## Margin notes on the Zemach correction: limits, scaling, D 1s

**Conventions.** $E_F$ is the point-nucleus contact splitting with $g_e=2$, and $a=a_0m_e/m_r$. Both densities are spherical with unit norm, and $G_E(0)=1$. Momentum formulas use $\hbar=c=1$ ($\hbar c=197.327$ MeV fm).

**Why linear in size.** Near the nucleus $\nabla^2\psi\simeq-(2Z/a)\psi_0\int\rho_E(\mathbf r')|\mathbf r-\mathbf r'|^{-1}d^3r'$. Since $\nabla^2r=2/r$, the solution joining the point-charge cusp is $\psi=\psi_0[1-(Z/a)\int\rho_E|\mathbf r-\mathbf r'|d^3r']$. Averaging $|\psi|^2$ over $\rho_M$ gives (Zemach 1956)
$$\frac{\delta E}{E_F}=-2\epsilon,\quad \epsilon=\frac{Zr_Z}{a},\quad r_Z=\langle|\mathbf r-\mathbf r'|\rangle=-\frac4\pi\int_0^\infty\frac{dQ}{Q^2}\Big[\frac{G_EG_M}{G_M(0)}-1\Big].$$
The cusp slope, hence the ratio, is independent of $n$. The other dimensionless groups are $Z\alpha$, the size ratio $t$, $Mr_Z$ ($M$ the nuclear mass) and $Br_Z$ ($B$ the breakup energy).

**D 1s.** Approximate inputs: $r_Z=2.6$ fm, $m_d/m_e=3670.5$, $\mu_d=0.8574\,\mu_N$, $I=1$. Then $a=52932$ fm, $\epsilon=4.9\times10^{-5}$, and $E_F=(I+\tfrac12)\tfrac{2\mu_0}{3}g_e\mu_B(\mu_d/I)/(\pi a^3)=h\times327.0$ MHz. The shift is $-98$ ppm or $-32$ kHz; 0.1 fm in $r_Z$ moves it by 1.2 kHz. Here $G_E$ is the charge monopole. The dropped quadrupole ($Q_d\approx0.286$ fm$^2$) counts dimensionally as relative order $Q_d/r_Z^2=0.04$.

**Which momenta.** For equal dipoles $G=(1+Q^2/\Lambda^2)^{-2}$ and $x=Q/\Lambda$, $[1-(1+x^2)^{-4}]/x^2=\sum_{k=1}^4(1+x^2)^{-k}$, which integrates to $35\pi/32$, so $r_Z=35/(8\Lambda)$. Fitting 2.6 fm gives $\Lambda=332$ MeV. The integrand is flat below $\Lambda$ and falls as $Q^{-2}$ above; $Q<\Lambda$ supplies 71%. The atomic momentum $Z\alpha m_r$ is only 3.7 keV.

**Size ratio.** With $u=1/\Lambda_E$, $v=1/\Lambda_M$,
$$r_Z=\frac{3u^4+9u^3v+11u^2v^2+9uv^3+3v^4}{(u+v)^3}.$$
For $t=v/u\ll1$, $r_Z=3u(1+\tfrac23t^2)$ with no linear term; that correction reaches 10% near $t=0.39$. Large $t$ follows by $u\leftrightarrow v$. The ratio $r_Z/\sqrt{r_E^2+r_M^2}$ (rms radii, $r_E^2=12u^2$) is 0.866 at $t=0$ and 0.893 at $t=1$. The Cauchy–Schwarz inequality caps it at 1.

**Small and large $\epsilon$.** A point charge with dipole magnetisation is solvable nonrelativistically:
$$\frac{E}{E_F}=\Big(1+\frac{2\epsilon}{3}\Big)^{-3}\to\begin{cases}1-2\epsilon+\tfrac83\epsilon^2,&\epsilon\ll1\\ \tfrac{27}{8\epsilon^3}\big(1-\tfrac{9}{2\epsilon}\big),&\epsilon\gg1.\end{cases}$$
The relative correction $4\epsilon/3$ is $6.5\times10^{-5}$ in D and reaches 10% at $\epsilon=0.075$, which at fixed $r_Z$ would need $Z\approx1.5\times10^3$. An extended charge adds terms of relative order $\epsilon\ln(1/\epsilon)=4.9\times10^{-4}$. A muon ($m_\mu/m_e\approx206.77$) gives $\epsilon=9.6\times10^{-3}$ and a leading shift of $-1.9\%$.

**Growing $Z\alpha$.** The Dirac radial integrand behaves as $r^{2\gamma-2}$, $\gamma=\sqrt{1-(Z\alpha)^2}$, so the nuclear region weighs $\epsilon^{2\gamma-1}\simeq\epsilon[1+(Z\alpha)^2\ln(1/\epsilon)]$, to logarithmic accuracy. This correction is $5.3\times10^{-4}$ in D and 10% near $Z=16$ at fixed $r_Z$. For electrons relativity ends the linear law first.

**Recoil and point terms.** Recoil scales as $Z\alpha m_e/M=2.0$ ppm, up to logarithms and moment factors. Zemach exceeds this scale by about $2Mr_Z=49$, and the two cross when $r_Z\sim1/M$. The point-nucleus terms $\alpha/2\pi=1161$ ppm, $\tfrac32(Z\alpha)^2=80$ ppm and $\alpha(Z\alpha)(\ln2-\tfrac52)=-96$ ppm must be removed before any size effect is visible.

**The limit that fails.** Factorising $\rho_E\rho_M$ keeps the nucleus in its ground state between the two exchanged photons. That needs excitation energies above the photon scale $1/r_Z$, so $Br_Z\gg1$. With $B\approx2.22$ MeV, $Br_Z=0.029$. The nucleons are then frozen during the exchange, and the cusp centres on the instantaneous proton (the Bohr–Low picture). For point nucleons in an S state the elastic term is replaced by $-2(\mu_n/\mu_d)\langle r_{pn}\rangle/a$. A zero-range wavefunction $e^{-\kappa r}/r$, $\kappa=\sqrt{m_NB}$, $m_N\approx938.9$ MeV, has $\langle r_{pn}\rangle=1/2\kappa=2.16$ fm. With $\mu_n\approx-1.913\,\mu_N$ this gives $+1.8\times10^{-4}$. The proton's own size ($\mu_p\approx2.793\,\mu_N$, $r_Z^p\approx1.05$ fm) adds $-2(\mu_p/\mu_d)r_Z^p/a=-1.3\times10^{-4}$. Zero range underestimates $\langle r_{pn}\rangle$, so these fix sizes only.

**Status of $-98$ ppm.** It is the elastic model's number, not deuterium's. The nuclear contribution in D 1s is typically put near $+1.4\times10^{-4}$, so the elastic model has the wrong sign and lies about $2.4\times10^{-4}$ too low.